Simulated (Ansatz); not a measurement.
# ClH6NOSi2: structure from calculated spectroscopic constants

These gas-phase data were calculated for one isomer of ClH6NOSi2 at PBE0-D3(BJ)/def2-SVP (harmonic, unscaled wavenumbers; equilibrium rotational constants with average atomic masses):

```
rotational constants            : 3.779, 1.5, 1.21 GHz
all wavenumbers above 1500 cm⁻¹ : 3720, 3618, 2292, 2281, 2275, 2267, 1543
```

Candidates:

(1) `N[SiH2]O[SiH2]Cl`, a singlet
(2) `O[Si@H](Cl)N[SiH3]`, a singlet

Problem. Which structure fits?

Solution. Candidate (1). 2 modes lie between 3250 and 3800 cm⁻¹, one for each N–H bond, while (2) has 1.

The same quantities for all candidates:

```
     rotational constants (GHz)               wavenumbers above 1500 cm⁻¹  E above the lowest, PBE0-D3(BJ)/def2-SVP (kcal/mol)
(1)            3.779, 1.5, 1.21  3720, 3618, 2292, 2281, 2275, 2267, 1543                                                  0.0
(2)          3.163, 1.727, 1.23        3920, 3618, 2319, 2246, 2238, 2237                                                  9.1
```

Each candidate is one conformer. Programs: Ansatz 0.2.0.

The assignment rests on more than the N–H count. The band at 1543 cm⁻¹ fits the scissoring motion of a primary amine, which the secondary amine in (2) cannot have, and the O–H stretch expected of a silanol, at 3920 cm⁻¹ in (2), is missing from the data. The Si–H region is less telling, since both isomers have four such bonds. The rotational constants agree with this: the larger first and smaller second constant of (1) suit a more extended chain with chlorine at its end, whereas (2) carries its heavy substituents around one silicon.

The energy difference of 9.1 kcal/mol probably reflects an exchange of bonds. Going from (2) to (1) replaces an Si–N and an O–H bond by an Si–O and an N–H bond, and the strong, polar Si–O bond more than repays the loss of O–H, the same preference that drives silazanes to hydrolyse to siloxanes. This ordering is not evidence for the assignment, because a less stable isomer could equally have been the source of the spectrum.
